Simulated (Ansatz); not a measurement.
Dissociation curves of [PH4]+ (SMILES [PH4+])

[PH4]+: 5 atoms, total charge +1, spin state singlet. SMILES: `[PH4+]`. Geometry: relaxed at GFN2-xTB.

```xyz
5

P     0.0000    0.0000    0.0001
H     1.3575   -0.0613    0.2104
H    -0.6173   -1.0160    0.6910
H    -0.2619   -0.1338   -1.3433
H    -0.4783    1.2111    0.4418
```

The P1–H3 distance is scanned; the parts on either side stay rigid. Basis 3-21G, 5 core orbitals frozen in the correlated methods; program Ansatz 0.2.0. FCI is exact within this basis and core. Energies in eV from each method's value at 1.375 Å; methods without a U are spin-restricted. The shape above is that at 1.375 Å.

```json
{"distance (Å)": "1.375", "r2SCAN": "0.00", "PBE0": "0.00", "B3LYP": "0.00", "BHLYP": "0.00", "wB97M-V": "0.00"}
{"distance (Å)": "1.719", "r2SCAN": "0.63", "PBE0": "0.65", "B3LYP": "0.63", "BHLYP": "0.72", "wB97M-V": "0.67"}
{"distance (Å)": "2.063", "r2SCAN": "1.83", "PBE0": "1.87", "B3LYP": "1.83", "BHLYP": "2.00", "wB97M-V": "1.91"}
{"distance (Å)": "2.750", "r2SCAN": "3.80", "PBE0": "3.92", "B3LYP": "3.80", "BHLYP": "4.18", "wB97M-V": "4.06"}
{"distance (Å)": "3.438", "r2SCAN": "4.83", "PBE0": "5.05", "B3LYP": "4.87", "BHLYP": "5.43", "wB97M-V": "5.36"}
```

Estimate the FCI curve, and say how far off each method is.


| distance (Å) | FCI |
| --- | --- |
| 1.375 | 0.00 |
| 1.719 | 0.56 |
| 2.063 | 1.62 |
| 2.750 | 3.17 |
| 3.438 | 3.70 |

Departure from the FCI curve at its largest: r2SCAN +1.13 eV at 3.44 Å; PBE0 +1.35 eV at 3.44 Å; B3LYP +1.17 eV at 3.44 Å; BHLYP +1.73 eV at 3.44 Å; wB97M-V +1.66 eV at 3.44 Å. Restricted functionals keep the electrons paired too, and rise too high.

Stretching the P–H bond brings its σ and σ* orbitals towards degeneracy, so a single closed-shell configuration becomes steadily less adequate. Phosphine has a lower ionisation energy than atomic hydrogen, so the favoured products are PH3+ and a hydrogen atom, a singlet-coupled radical pair, rather than PH3 and a proton. The FCI curve is already flattening by 3.438 Å, where it reaches 3.70 eV, while the functionals still climb more steeply because they retain too much ionic character.

The overestimate broadly follows the share of exact exchange, from r2SCAN at +1.13 eV to BHLYP at +1.73 eV, with range-separated wB97M-V close to the latter. Semilocal exchange has a more localised hole that partly mimics left–right correlation, and exact exchange removes this help. The smaller r2SCAN error therefore probably reflects compensation rather than a sound description of the separated radicals. The scan doesn't give an adiabatic bond energy, since free PH3+ would relax towards a flatter shape.
